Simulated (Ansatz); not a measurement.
Abstraction of Cl: C2H5AlCl2 + Si(CH3)2Cl → C2H5AlCl + Si(CH3)2Cl2

Species: C2H5AlCl2 (ethylaluminum dichloride) `C[CH2][Al]([Cl])[Cl]`, singlet; Si(CH3)2Cl, doublet; C2H5AlCl `C[CH2][Al][Cl]`, doublet; Si(CH3)2Cl2 (dichlorodimethylsilane), singlet. A radical takes Cl: the energy is the difference in strength between the Al–Cl bond broken and the Si–Cl bond made.

Shapes, held fixed at every level: PBE0-D4/def2-TZVP. Flexible molecules stand in one conformer, not always the lowest. Programs: Ansatz 0.2.0. Electronic energies: no zero-point or thermal term.

```json
{"level": "SPW92/def2-TZVPP", "kind": "LDA", "ΔE (kJ/mol)": "+4.3", "less CCSD(T)/CBS estimate": "-12.0"}
{"level": "PBE0-D4/def2-TZVPP", "kind": "global hybrid", "ΔE (kJ/mol)": "+12.4", "less CCSD(T)/CBS estimate": "-3.9"}
{"level": "r2SCAN0-D4/def2-TZVPP", "kind": "global hybrid", "ΔE (kJ/mol)": "+17.8", "less CCSD(T)/CBS estimate": "+1.5"}
{"level": "MP2/def2-SVP", "kind": "perturbation theory", "ΔE (kJ/mol)": "+24.2", "less CCSD(T)/CBS estimate": "+7.9"}
{"level": "CCSD(T)/def2-SVP", "kind": "coupled cluster or CI", "ΔE (kJ/mol)": "+26.5", "less CCSD(T)/CBS estimate": "+10.2"}
{"level": "CCSD/def2-SVP", "kind": "coupled cluster or CI", "ΔE (kJ/mol)": "+28.1", "less CCSD(T)/CBS estimate": "+11.8"}
{"level": "CCSD(T)/CBS estimate", "kind": "coupled cluster or CI", "ΔE (kJ/mol)": "+16.3", "less CCSD(T)/CBS estimate": "0.0"}
```

The highest level, CCSD(T)/CBS estimate, gives ΔE = +16.3 kJ/mol; the levels span +4.3 to +28.1. The column of differences is taken from that level and isn't an error. No measured value is set beside it here. Open shells run unrestricted unless RO is named. The CBS estimate extrapolates MP2 from def2-TZVPP and def2-QZVPP and adds CCSD(T) − MP2 in the triple-zeta set, cores frozen.

Chlorine transfer from aluminum to silicon is uphill at every level, by +16.3 kJ/mol at the highest, so the Al–Cl bond broken is modestly stronger than the Si–Cl bond made. Aluminum is the more electropositive of the two, which gives its bond to chlorine more ionic character, and its formally empty p orbital accepts chlorine lone-pair density. The Si–Cl bond is itself strong and polar, so the imbalance stays small.

The sign is therefore secure across these methods, but the magnitude is not. The three def2-SVP results lie close together and all above the extrapolated value, even with CCSD(T), which points to the basis rather than the treatment of correlation; probably the small set underdescribes polarization in the Si–Cl bond more than in the Al–Cl bond. The two global hybrids fall on either side of the highest level. The preference applies to monomeric ethylaluminum dichloride and need not carry over to its chloride-bridged dimer, where abstraction would also disturb the bridging.
